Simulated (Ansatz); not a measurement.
Computed with DFT PBE, scalar-relativistic, plane waves, PAW (Ansatz). Settings: cutoff 420 eV, Γ-centred meshes spaced at most about 0.3 Å⁻¹, and about 0.25 Å⁻¹ or finer for metals (2π included), Gaussian smearing. No spin polarisation in the final relaxations.

These are static total energies at zero pressure.

Compare these two cells of B3N2, each relaxed at this level.

1.

```xyz
5
Lattice="3.3362 0.0000 0.0000 -1.6681 2.8892 0.0000 0.0000 0.0000 9.2019" Properties=species:S:1:pos:R:3 pbc="T T T"
B     1.6681    0.0000    0.0000
B    -0.8340    1.4446    0.0000
B     0.8340    1.4446    0.0000
N     0.0000    0.0000    4.0500
N     0.0000    0.0000    5.1519
```

2.

```xyz
5
Lattice="3.5708 0.0000 0.0000 -1.7854 3.0924 0.0000 0.0000 0.0000 4.9910" Properties=species:S:1:pos:R:3 pbc="T T T"
B     0.9270    1.5264    4.7114
B     1.7854    0.0396    4.7114
B     2.6438    1.5264    4.7114
N     0.0000    2.0616    0.7380
N     0.0000    0.0000    3.9735
```

Question: Which form is favoured at zero pressure, and by what margin per atom?

Answer: Cell 1 is lower, by 293 meV/atom. Cell 1 has space group P6/mmm (No. 191), 17.7 Å³/atom and no gap on its mesh; cell 2 has space group P3m1 (No. 156), 11.0 Å³/atom and no gap. Counting N atoms around B (those within 1.25 times the shortest such distance or 1.15 times the sum of covalent radii, 1.27 where that leaves under three; a plus sign parts nearer from farther groups; the shortest distance is added where it exceeds 1.18 times the sum of covalent radii), cell 1 has B 4+8 from 4.4 Å and cell 2 has B 1+2. Cell 1 holds B–B nets (shortest 1.67 Å) and N–N pairs as short as in free N₂ molecules (shortest 1.10 Å); cell 2 holds B–B nets (shortest 1.72 Å). Even the lower one lies +0.57 eV/atom against the reference forms of the elements (uncorrected), so neither is stable at this level. In cell 1, B has 4 B at 1.67 Å; around N lies 1 N at 1.10 Å. In cell 2, B has 1 N at 1.48 Å, 2 B at 1.72 Å, 2 B at 1.85 Å and 2 N at 1.93 Å; around N on its first site lie 3 B at 1.48 Å; around N on its second site lie 6 B at 1.93 Å. Both come from invented guesses. A third cell relaxed alike, in R32, lies 0.84 eV/atom below the lower of the two.

Weakly bound directions are ill-defined at this level, which has no dispersion term (P6/mmm, P3m1), and this can change margins and order among such cells. In P6/mmm, P3m1 an odd number of electrons in the primitive cell allows no gap without spin; a larger cell or a magnetic state could open one. Cells relaxed within their symmetry can be saddle points.

Cell 1 wins by keeping nitrogen molecular, not by forming a better boron nitride. It is essentially N₂ held between flat boron sheets, with no B–N bonding. The N≡N triple bond is retained, so its positive energy against the elements probably reflects mainly the cost of spreading electron-deficient boron into a planar net instead of the multicentre-bonded icosahedra of the element.

Cell 2 gives up that triple bond for poor compensation: one nitrogen caps a boron triangle from one side, while the other has only six long, weak contacts at 1.93 Å. The ordering therefore says nothing against B–N bonding in general, which is strong and polar in well-coordinated networks such as hexagonal BN. The R32 cell falls below the elements, showing that this composition can gain energy over them. Cell 2 is much denser, so compression should favour it over cell 1. Whether any B3N2 phase survives decomposition into BN and boron remains untested.
